The volume change is the percentage by which a crystal's volume under pressure differs from its volume at zero pressure. The enthalpy change is the matching difference in H = E + PV per atom, where E is the energy, P the pressure and V the volume. Both come from density-functional calculations with the PBEsol functional, in which the cell was relaxed at each pressure, at zero temperature and with its symmetry kept.

Two magnitudes are worth remembering for Ni₂Ge. Near zero pressure, each GPa removes about half a percent of the volume and adds about 0.07 eV per atom to the enthalpy. The second figure holds roughly over the whole table, but the first does not: 60 GPa removes about a sixth of the volume, far less than the 30 % that the initial rate suggests.

Ni₂Ge (P6₃/mmc, 6 atoms per cell, a = 3.972 Å and c = 5.014 Å at zero pressure), relaxed at each pressure at zero temperature with its symmetry kept; changes are relative to the zero-pressure cell. Ansatz 0.2.0, PBEsol, plane-wave PAW, scalar-relativistic, no spin polarisation, cutoff 420 eV, Gaussian smearing 0.1 eV, k mesh 12×12×8 at zero pressure.

```tsv
pressure (GPa)	volume change (%)	enthalpy change (eV/atom)	a change (%)	c change (%)
-3	1.56	-0.215	0.45	0.65
0	0.00	0.000	0.00	0.00
3	-1.44	0.212	-0.44	-0.57
8	-3.59	0.559	-1.07	-1.50
15	-6.19	1.034	-1.87	-2.58
30	-10.74	2.011	-3.33	-4.48
60	-17.26	3.845	-5.57	-7.22
```

### From −3 to 3 GPa: one number is enough

For small pressures the relative volume loss is P/B, where B is the bulk modulus at zero pressure. The volumes at −3 and 3 GPa give B ≈ 200 GPa, so 3 GPa should change the volume by 3/200, or 1.5 %. The table has 1.56 % on stretching and 1.44 % on squeezing. A constant stiffness would make these two values almost equal, so the crystal is already stiffening.

This B belongs to a crystal computed without spin polarisation. Whether a magnetic state lies lower was not tested; if one does, it would probably matter most at these low pressures and so alter B itself. The PAW datasets were made for the PBE functional and not for PBEsol, which may also shift B a little.

### From 8 to 15 GPa: the crystal stiffens

Squeezing pushes the electron clouds of neighbouring atoms into one another and raises the electrons' kinetic energy. This repulsion grows more steeply with falling distance than the attraction that binds the crystal, so each further step of compression costs more pressure. The simplest way to include this is a bulk modulus that rises linearly with pressure, as B + 4P. The 4 is a round value that lies near the slope of many solids and was not adjusted to this table.

The volume then follows in three steps:

- dV/V = −dP/(B + 4P)
- ln(V/V₀) = −¼ ln(1 + 4P/B), with V₀ the volume at zero pressure
- V/V₀ = 1/√√(1 + 4P/B)

With B = 200 GPa, 4P/B is simply P divided by 50 GPa. At 15 GPa the square-root key, pressed twice on 1.3, gives 1.068. The reciprocal is 0.937, a loss of 6.3 %, against 6.19 % in the table. This row played no part in setting B, so the agreement is a test.

The enthalpy needs only one more idea. At zero temperature dH = V dP, so the enthalpy change is the area under the curve of volume against pressure. That curve bends gently, and its area is close to P times the volume at half the pressure.

For 15 GPa, start with the volume per atom at zero pressure, 11.42 Å³, and the conversion 1 eV = 160.2 GPa Å³. Then PV₀ = 15 × 11.42/160.2 = 1.069 eV. At half the pressure the double root of 1.15 is 1.036, and 1.069/1.036 gives 1.03 eV per atom. The table has 1.034.

### From 30 to 60 GPa: the rule under strain

At 60 GPa the double root of 2.2 is 1.218, so V/V₀ = 0.821 and the loss is 17.9 %. The table has 17.26 %, which makes the estimated loss about 4 % too large. A constant bulk modulus would have given 26 %. Stiffening is therefore a large effect here, and the rule catches most of it.

What it lacks is a little more stiffening. Between 30 and 60 GPa the table's volumes give a mean bulk modulus of about 396 GPa, where the rule has 380 GPa at the middle of that range. A Murnaghan equation of the same form, fitted to all seven rows with both constants free, prefers a slope of about 4.4, though its two constants can partly compensate each other. The printed analysis below compares this fit with the hand rule row by row.

The enthalpy at 60 GPa is PV₀ = 60 × 11.42/160.2 = 4.277 eV, divided by the double root of 1.6, which is 1.125. The result, 3.80 eV per atom, is about 1 % below the table's 3.845. Enthalpy forgives errors in compression because it depends on the whole volume, of which the compression is only a modest part. Even the crude product PV₀ is only 11 % too high.

### Across the columns: how a and c share the loss

If all directions shrank alike, each length would take about a third of the percentage volume loss. Here c takes about 0.4 of it, and each of the two equal edges a and b takes 0.3. These shares come from the rows at ±3 GPa, rounded. The relaxed cell at 3 GPa kept slightly more stress in the plane of a and b than along c, which makes its share for c a little too small; the rows from 8 GPa up also give about 0.4. At 60 GPa the rounded shares turn the estimated 17.9 % into 5.4 % for a and 7.2 % for c, against 5.57 % and 7.22 % in the table.

That good result for c contains a cancellation. Multiplying percentages understates the changes in length when the compression is large, while the rule overstates the volume loss. Multiplied together, the estimated lengths imply a volume loss of only 16.9 %, although they were made from 17.9 %. That this lies nearer the table's 17.26 % is again a cancellation and not a better method. Lengths that agree with the volume come from powers instead: V/V₀ to the power 0.4 for c, and to the power 0.3 for a and b.

A likely reason for the softer c axis, not tested here, is the position of the shortest Ni–Ge contacts. They measure 2.29 Å and lie in the plane of a and b, where they would resist shortening most directly.

### Where the rule ends

In the formula only the ratio P/B matters. A metal half as stiff should therefore lose at 30 GPa what Ni₂Ge loses at 60 GPa, provided that its bulk modulus also grows by about 4 GPa per GPa. The quality of B then decides the quality of the estimate. A value 10 % too low raises the estimated loss at 60 GPa from 17.9 % to 19.1 %, a shift about twice as large as the rule's own error there.

The limiting cases show how far the form can be trusted. For P far below 50 GPa it returns to P/B; for much larger P the volume falls ever more slowly and never reaches zero, which is sensible but untested above 60 GPa. Under tension the formula lets the volume grow without bound at −50 GPa, whereas a real crystal gives way earlier.

The rule also follows one crystal structure only. If pressure turned Ni₂Ge into another structure, the volume would most likely jump, and neither B nor the slope could foresee it. The enthalpy change compares this structure with itself at zero pressure; deciding which structure is stable takes the enthalpies of both. No other structure was computed here, so this hexagonal one may not be the stable form, even at zero pressure.

The analysis program printed:

```
Bulk modulus from the rows at -3 and 3 GPa (GPa): 200.1
Share of c in the volume change from the same two rows: 0.4067
fit of P on 7 rows: coefficient of (vrel**(-s) - 1)/s 203.4 +/- 0.15, s 4.375; rms 0.0421, worst 8 0.0648, leave-one-out rms 0.253
Volume and length changes by rule (%):
  row  volume by rule  rule less table  constant stiffness  fitted Murnaghan  a by rule  c by rule
   -3           1.559        -0.001089               1.511             1.536     0.4677     0.6236
    0               0                0                   0                 0          0          0
    3          -1.446        -0.006164              -1.489            -1.419    -0.4338    -0.5785
    8          -3.643          -0.0525              -3.921            -3.564     -1.093     -1.457
   15          -6.349          -0.1586              -7.226            -6.191     -1.905     -2.539
   30          -11.09           -0.346              -13.93            -10.76     -3.326     -4.434
   60          -17.89          -0.6303              -25.92            -17.26     -5.367     -7.156
Enthalpy by rule and misses of lengths:
  row  P times V0 (eV/atom)  V/V0 at half pressure  enthalpy by rule (eV/atom)  enthalpy miss (%)  a miss (points)  c miss (points)
   -3               -0.2138                  1.008                     -0.2155              0.218          0.01767         -0.02644
    0                     0                      1                           0                  0                0                0
    3                0.2138                 0.9926                      0.2123             0.1225         0.006151        -0.008466
    8                0.5702                 0.9809                      0.5594            0.06402         -0.02275            0.043
   15                 1.069                 0.9657                       1.032            -0.1491         -0.03459          0.04055
   30                 2.138                 0.9365                       2.003            -0.4184         0.004191          0.04559
   60                 4.277                 0.8891                       3.803             -1.104           0.2029          0.06387
Mean bulk modulus between 15 and 30 GPa from the table (GPa): 301.7
Mean bulk modulus between 30 and 60 GPa from the table (GPa): 395.5
Bulk modulus of the rule at 45 GPa (GPa): 380
Rule's overstatement of the volume change at 60 GPa (% of the change): 3.652
Excess of P times V0 over the table enthalpy at 60 GPa (%): 11.23
Enthalpy at 60 GPa from the table volume at 30 GPa (eV/atom): 3.817
Length change at 60 GPa if all axes shrank alike (%): -6.12
Volume change implied by the rule's own lengths at 60 GPa (%): -16.85
Volume change by rule at 60 GPa with B 10 % lower (%): -19.09
```
